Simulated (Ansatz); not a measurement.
A surface is cut from this relaxed crystal of Tl:

```cif
data_structure
_symmetry_space_group_name_H-M 'P 1'
_symmetry_Int_Tables_number 1
_cell_length_a 3.6124
_cell_length_b 3.6124
_cell_length_c 5.5653
_cell_angle_alpha 90.000
_cell_angle_beta 90.000
_cell_angle_gamma 120.000
_cell_volume 62.89
loop_
_atom_site_label
_atom_site_type_symbol
_atom_site_fract_x
_atom_site_fract_y
_atom_site_fract_z
_atom_site_occupancy
Tl1 Tl 0.33333 0.66667 0.75000 1
Tl2 Tl 0.66667 0.33333 0.25000 1
```

Miller indices refer to the conventional cell of P6_3/mmc (No. 194), a = 3.612 Å, b = 3.612 Å, c = 5.565 Å, α = 90.00°, β = 90.00°, γ = 120.00°.

Consider the (100) slab of 8 planes, 11.5 Å thick with 15 Å of vacuum as cut; outer planes Tl (top) and Tl (bottom), all atoms relaxed.

These are results of Ansatz 0.2.0, DFT PBE, scalar-relativistic, plane waves, PAW, not measurements. Plane waves to 420 eV, a k mesh through Γ of 10×6×1 on the computed 8-atom cell and Gaussian smearing (0.10 eV); no spin polarisation. The cell repeats along c with a dipole correction in the vacuum.

The slab's inner planes relax by over 3 % too, so it holds no bulk-like region.

Q: Estimate the surface energy (mean of both faces).

A: 0.38 J/m².

Q: Predict the work function.

A: 3.50 eV.

Q: The top two planes lie 2.086 Å apart in the bulk. How does relaxation change this?

A: The spacing becomes 1.769 Å (-15.2 %).

With no bulk-like middle, the error of these values can't be bounded. The cut goes through the narrower spacing between planes, so this is the dearer termination of the plane, not the stable one.

Spin-orbit coupling is left out, which matters for the bands of heavy elements.

γ = (E_slab − N·E_bulk)/2A = 0.952 eV / (2 × 20.10 Å²) = 23.7 meV/Å² = 0.38 J/m², with N = 8 atoms. The cut crosses 8 bonds a cell (neighbours within 10 % of the shortest distances), so each costs 0.12 eV on this count. The top spacing shrinks by 15.2 %, as is usual at a metal's surface, where atoms that lost neighbours bind closer to those left; the next one widens by 18.5 %, so the relaxation alternates in sign.

The low surface energy of 0.38 J/m² fits a soft, weakly cohesive metal: the relativistically stabilised 6s pair of thallium takes little part in bonding, which is left largely to the single 6p electron. The 0.12 eV per cut bond is therefore an average cost, not a transferable pair energy, since metallic bonds strengthen as neighbours are lost.

The strong inward shift of the top plane probably reflects electron density smoothing over an open, corrugated face, which pulls the outer ions inward. The 18.5 % widening below it is measured against a much narrower spacing, so in absolute length it is smaller than the contraction, and the top plane still ends up closer to the third. The same smoothing weakens the surface dipole and suits a low work function; 3.50 eV lies below the accepted polycrystalline value, perhaps also because PBE tends to underestimate work functions. With one atom per plane in the cell, a reconstruction with a larger lateral period could not have appeared.
